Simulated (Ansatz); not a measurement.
# A small benchmark: atomisation enthalpy at 298 K

6 molecules, all hydrocarbons; the atomisation enthalpy at 298 K in kJ/mol, computed less measured. Shapes, held fixed at every level: PBE0-D4/def2-TZVP. Flexible molecules stand in one conformer, not always the lowest. Thermal terms are harmonic and unscaled (PBE0-D4/def2-TZVP); the spin-orbit lowering of the free atoms is taken from their spectra. Programs: Ansatz 0.2.0. Measured values: Active Thermochemical Tables, CRC Handbook of Chemistry and Physics.

Levels: A = BHLYP-D4/def2-TZVPP; B = PBE0-D4/def2-TZVPP; C = wB97X-V/def2-TZVPP.

```json
{"molecule": "C2H4 (ethylene)", "from tabulated heats": "2253", "A": "-54", "B": "+3", "C": "-11"}
{"molecule": "C3H3 (SMILES [CH]=C=C)", "from tabulated heats": "2453", "A": "-72", "B": "+37", "C": "-12"}
{"molecule": "C3H4 (SMILES C#CC)", "from tabulated heats": "2837", "A": "-90", "B": "+16", "C": "-17"}
{"molecule": "C5H8 (methylenecyclobutane)", "from tabulated heats": "5207", "A": "-139", "B": "+59", "C": "0"}
{"molecule": "C5H10 (1,1-dimethylcyclopropane)", "from tabulated heats": "5773", "A": "-133", "B": "+52", "C": "+6"}
{"molecule": "C6H10 (1,5-hexadiene)", "from tabulated heats": "6397", "A": "-163", "B": "+50", "C": "-15"}
```

Question: Sum up the errors.

Answer: 
| level | kind | mean error | mean absolute error | worst case |
| --- | --- | --- | --- | --- |
| BHLYP-D4/def2-TZVPP | global hybrid | -108.5 | 108.5 | C6H10 |
| PBE0-D4/def2-TZVPP | global hybrid | +36.2 | 36.2 | C5H8 |
| wB97X-V/def2-TZVPP | range-separated hybrid | -8.2 | 10.2 | C3H4 |

On this set wB97X-V/def2-TZVPP has the smallest mean absolute error and BHLYP-D4/def2-TZVPP the largest. BHLYP-D4/def2-TZVPP is too low in 6 of 6; PBE0-D4/def2-TZVPP is too high in 6 of 6; wB97X-V/def2-TZVPP is too low in 4 of 6. Heats of the atoms come from ATcT where it has them. For BHLYP-D4/def2-TZVPP the error tends to grow with the atomisation enthalpy. Open shells run unrestricted. The set is small.

The errors mainly reflect how each functional balances exchange against correlation when every bond is broken. BHLYP underbinds because its large share of exact exchange removes much of the left-right correlation that semilocal exchange mimics, and its correlation part doesn't make up the loss. The deficit accumulates with the number of bonds, though 1,1-dimethylcyclopropane (-133) breaks the order against methylenecyclobutane (-139), probably because it has no π bond. PBE0 retains part of the overbinding of its semilocal parent, but its error doesn't simply follow size: 1,5-hexadiene, the largest molecule, lies below both rings.

The propargyl radical is overbound by +37 with PBE0, against +16 for propyne, so the propargylic C–H bond comes out too weak. Excessive stabilisation of the delocalised radical is a likely contributor. With wB97X-V the two errors nearly cancel, and that bond is described much better. The ranking for complete atomisation therefore needn't carry over to reactions that conserve bond types, where much of the systematic error cancels.
